# Is zero moment a hilltop or a dip in CoW₃?

## The question

A magnetic metal can leave its non-magnetic state in two ways. Zero moment may be a hilltop, from which the smallest magnetisation already lowers the energy. Or it may be a dip of its own, separated from the magnetic state by a barrier.

A fixed-spin-moment calculation can tell the two apart. It holds the total moment M of the cell at a chosen value and finds the energy for it. Points away from the minimum are constrained states, not excitations. Here the results for the two smallest moments are hidden, and the task is to work them out from the other rows.

CoW₃ in the D0₃ (BiF₃) structure (4-atom cell, conventional a = 6.144 Å) at fixed geometry, computed with Ansatz 0.2.0 (PBEsol, plane-wave PAW, scalar-relativistic, collinear spin; cutoff 420 eV, 12×12×12 k mesh, Gaussian smearing of 0.1 eV). Energies are extrapolated to zero smearing and count from the lowest row; pressure is positive in compression.

```tsv
held cell moment (μB)	energy above lowest (meV/atom)	pressure (GPa)	largest site moment (μB)
0	?	?	?
0.38	?	?	?
0.75	7.6	-0.79	0.76
1.12	0.2	-0.35	1.00
1.5	0.0	0.20	1.19
1.88	4.1	0.80	1.34
2.25	12.6	1.45	1.47
2.62	26.2	2.16	1.57
3	47.5	2.91	1.67
```

## What the known rows say

The energy is lowest somewhere around 1.12 to 1.5 μB. These two rows lie only 0.2 meV/atom apart, too close to rank. On both sides the energy rises. As the printed zero of energy belongs to the row at 1.5 μB, neither hidden row can lie below it.

The pressure grows with moment in every known row. Negative pressure means that the cell would rather shrink, positive that it would rather expand. A larger moment therefore asks for more room.

The largest site moment, m, grows more slowly than the total. At 0.75 μB the two are practically equal; at 3 μB the site carries little more than half. The table doesn't name the site, but cobalt is the likely one.

## Why a metal magnetises

To build up a moment, electrons must move from spin-down to spin-up levels. Suppose that the metal has N levels per eV for each spin near the Fermi level. Moving M/2 electrons then fills spin-up levels up to M/(2N) higher and empties spin-down levels equally far down. The cost in band energy is M²/(4N).

Exchange pays for this, because electrons of like spin on the same atom repel each other less. The gain is about I·M²/4, where I is the Stoner exchange parameter. Together:

E(M) − E(0) ≈ (M²/4)·(1/N − I)

If I·N exceeds one, the bracket is negative and zero moment is a hilltop. This is the Stoner criterion. As the moment grows, the cost usually rises faster than M², and the energy turns up again. The moment settles where further gain no longer covers further cost.

This also tells how a related metal should behave. Where the Fermi level lies in a narrow d band, many levels crowd around it, which makes magnetisation cheap and the hill high. Stronger mixing with neighbours broadens the band and usually flattens the hill.

## From the mechanism to a forecast

Reversing all spins changes neither energy nor pressure, so both can contain only even powers of the moment. Exchange acts mainly within an atom, which makes m a reasonable choice of variable:

E = E₀ + a·m² + b·m⁴

The pressure takes the same form. The site moment reverses along with the total, so the link between them has odd powers only: M = αm + βm³. These short series were fitted to the five known rows below 2.5 μB, since they are meant for small moments. The program's output follows these notes.

Take the row at 0.38 μB, which was not part of the fit. The link is M ≈ 0.78m + 0.35m³, and m ≈ 0.45 μB satisfies it. Then m² is 0.20 and m⁴ is 0.04, so that

E ≈ 26.65 − 42.75 × 0.20 + 16.76 × 0.04 ≈ 19 meV/atom.

The negative second term is the hilltop in numbers. That it stands for the Stoner balance is an argument from theory, as the table holds no density of states to check it.

## The forecasts

Zero moment should be a hilltop, with the energy falling already on the way to 0.38 μB.

| Quantity | at 0 μB | at 0.38 μB |
|---|---|---|
| energy above lowest (meV/atom) | about 26 (16 to 36) | about 19 (13 to 25) |
| pressure (GPa) | −1.26 ± 0.2 | −1.13 ± 0.2 |
| largest site moment (μB) | 0 (up to 0.1 allowed) | 0.44 ± 0.05 |

The central values are rounded estimates from this model; the printed fit differs from them by less than 1 meV/atom, and by about 0.01 in the other units.

The energy ranges are wide for a reason. An ordinary series in the total moment, carried to M⁶ and fitted to the same rows, puts zero moment at only about 16 meV/atom. Both forms obey the symmetry, and the known rows don't settle which one to trust at zero. For the pressure no second form was tried, and its range is a judgement.

One forecast looks odd: at 0.38 μB the site should carry more than the whole cell. The remainder, on other atoms or between them, would then point the other way.

## The computed values

The withheld rows as computed:

```tsv
held cell moment (μB)	energy above lowest (meV/atom)	pressure (GPa)	largest site moment (μB)
0	19.0	-1.50	0.00
0.38	16.0	-1.26	0.43
```

## What came out right

The energy falls by 3 meV/atom from zero moment to 0.38 μB, so zero moment is a hilltop as far as this spacing of points can show. A dip much narrower than 0.38 μB would escape it. Both energies lie within their ranges, though both are below the central forecast.

The site moments came out as forecast. At 0.38 μB the site exceeds the total by 0.05 μB, so a small opposed moment does exist elsewhere in the cell. The other three sites hold less than 0.005 μB each, so most of it lies in the space between the atoms that is counted to no site. At zero total even the largest site moment vanishes, so the state found in this row is non-magnetic and not a balance of opposed moments. This run was given no starting moments, however, so this zero may only reflect the start; a lower state of the balanced kind was not searched for.

The hilltop lies 19 meV/atom above the lowest row, or 76 meV for the cell of four atoms. This is about what magnetism gains at this fixed volume, as the true minimum lies between the rows and slightly lower. It is not a measure of the temperature at which magnetic order is lost, which depends on how moments on different atoms couple.

## What went wrong

The pressure at zero moment missed its range: −1.5 GPa against a forecast of −1.26 GPa. Yet the same fit matches its own rows to better than 0.01 GPa and follows the two rows above them to about 0.02 GPa. Its close agreement there was no measure of its error on the other side. The range of ±0.2 GPa was too narrow.

The fitted energy at zero moment was too high by nearly 8 meV/atom, the rounded forecast by about 7, and the shape of the hill shows why. The series is written in m, so the fall from zero moment should be set against m². It comes to 16 meV/atom per μB² in the row at 0.38 μB, 20 at 0.75 μB and 19 at 1.12 μB, but only 13 at 1.5 μB.

Up to 1.12 μB the hill is therefore roughly a plain parabola in m, and the strong upward bend comes only after that. The short series in m cannot wait so long. To follow the bend in the known rows it needs a large m⁴ term, and to balance that term it makes the top too steep and too high.

The ordinary series in M came closer at zero, where it is too low by less than 3 meV/atom. With four coefficients for five rows, that may be luck: at 3 μB the same series gives an energy far below the minimum, while the series in m is still roughly right there. Neither form describes the whole curve.

## What remains open

Why does the energy fall roughly in step with m² at first and then bend upwards so quickly? One possible reason is a group of closely spaced levels at the Fermi level. While electrons can be moved within the group, magnetisation stays cheap; once it is used up, each further step costs more. That is a guess, but the runs hold a hint. Their smearing term grows with the number of levels close to the Fermi level of either spin. It is 25 meV per cell at zero moment and 27 at 0.38 μB, but only 18 at 1.12 μB, just where the steep fall of the energy ends. By 1.5 μB it is back at 23. This would fit a sparse stretch of levels that is crossed near 1.12 μB, with more levels beyond it.

As the term lumps both spins together, it can't say which of them meets that stretch. The density of states of the non-magnetic cell would be a better test: it should thin out where about half an electron of each spin has been added or removed.

The curve also doesn't test whether CoW₃ is stable in this structure. Spin–orbit coupling, which is strong in tungsten, is left out, and PBEsol was used with PAW datasets made for PBE. The height of the hill belongs to this model cell and these settings.

Output of the analysis:

```
fit of largest_site_moment on 5 rows (M < 2.5): coefficient of ((M/2 + sqrt(M**2/4 + s**3/27))**(1/3) - (sqrt(M**2/4 + s**3/27) - M/2)**(1/3)) 1.425 +/- 0.0023, s 1.11; rms 0.00324, worst 1.5 -0.00449, leave-one-out rms 0.0061
  rows outside the fit (model, value, miss): 0.0 0, 0, 0; 0.38 0.4478, 0.43, 0.0178; 2.62 1.587, 1.57, 0.0173; 3.0 1.694, 1.67, 0.0237
fit of energy_above_lowest on 5 rows (M < 2.5): constant 26.65 +/- 1.4, coefficient of q -42.75 +/- 2.2, coefficient of q**2 16.76 +/- 0.8; rms 0.294, worst 1.12 0.515, leave-one-out rms 1.05
  rows outside the fit (model, value, miss): 0.0 26.65, 19, 7.65; 0.38 18.75, 16, 2.75; 2.62 25.34, 26.2, -0.856; 3.0 41.94, 47.5, -5.56
fit of pressure on 5 rows (M < 2.5): constant -1.26 +/- 0.015, coefficient of q 0.6382 +/- 0.024, coefficient of q**2 0.2827 +/- 0.0087; rms 0.00322, worst 1.5 -0.00513, leave-one-out rms 0.00764
  rows outside the fit (model, value, miss): 0.0 -1.26, -1.5, 0.24; 0.38 -1.121, -1.26, 0.139; 2.62 2.142, 2.16, -0.0182; 3.0 2.896, 2.91, -0.014
fit of energy_above_lowest on 5 rows (M < 2.5): constant 16.33 +/- 3.1, coefficient of M**2 -19.62 +/- 5, coefficient of M**4 6.622 +/- 2.1, coefficient of M**6 -0.5718 +/- 0.24; rms 0.554, worst 1.12 0.812, leave-one-out rms 10.9
  rows outside the fit (model, value, miss): 0.0 16.33, 19, -2.67; 0.38 13.63, 16, -2.37; 2.62 8.735, 26.2, -17.5; 3.0 -40.71, 47.5, -88.2
forecast fall of energy from zero moment to the next row (meV/atom): 7.9
computed fall of energy from zero moment to the next row (meV/atom): 3
computed energy of zero moment above the lowest row (meV per cell of 4 atoms): 76
computed largest site moment less total moment in the second row (muB): 0.05
```
